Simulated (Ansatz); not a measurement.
**Ligand exchange: SnH3Cl + KSH → SnH3(SH) + KCl**

Species: SnH3Cl `[Cl][SnH3]`, singlet; KSH `[SH][K]`, singlet; SnH3(SH), singlet; KCl, singlet. The partners trade Cl for SH: Sn–Cl and K–SH bonds give way to Sn–SH and K–Cl.

Shapes, held fixed at every level: PBE0-D4/def2-TZVP. Programs: Ansatz 0.2.0. The zero-point and thermal change to 298 K, harmonic and unscaled (PBE0-D4/def2-TZVP), is +2.6 kJ/mol.

```csv
level,kind,ΔH(298 K) (kJ/mol),less CCSD(T)/def2-TZVPP,CPU time (sum over the molecules)
PBE-D4/def2-TZVPP,GGA,-50.7,+1.6,8 s
r2SCAN-D4/def2-TZVPP,meta-GGA,-54.5,-2.2,21 s
B3LYP-D4/def2-TZVPP,global hybrid,-52.7,-0.4,12 s
wB97M-V/def2-TZVPP,range-separated hybrid,-52.4,-0.1,30 s
B2PLYP/def2-TZVPP,double hybrid,-52.6,-0.3,14 s
CCSD(T)/def2-SVP,coupled cluster or CI,-52.6,-0.3,5.4 s
CCSD(T)/def2-TZVPP,coupled cluster or CI,-52.3,0.0,32 s
```

The highest level, CCSD(T)/def2-TZVPP, gives ΔH(298 K) = -52.3 kJ/mol; the levels span -54.5 to -50.7. The column of differences is taken from that level and isn't an error. No measured value is set beside it here. For atoms past krypton def2 sets carry core potentials with scalar relativity. Correlated rows may include outer-core shells of K, Sn, which these sets cover unevenly. Times are processor times on shared x86 and Arm servers, and rough.

The exchange is clearly exothermic at every level, and the small positive zero-point and thermal term shows that the driving force is electronic. Chloride is the more compact and less polarisable anion, so it gains more than hydrosulfide from the largely electrostatic bond to potassium. Tin binds both ligands through polar covalent bonds, where the softer sulfur donor competes better. The preference for K–Cl plus Sn–SH therefore probably reflects a larger loss of ionic attraction in KSH than any advantage of Sn–Cl over Sn–SH, although the reaction enthalpy alone does not separate the two contributions.

The close agreement between methods suggests substantial cancellation of errors, since closed-shell molecules exchange ligands without a net loss of bonds. The two semilocal functionals deviate from the highest level in opposite directions, so their scatter does not point to one common bias. The value describes isolated molecules and cannot be carried over to a preparation in which KCl precipitates, where lattice and solvation energies enter the balance.
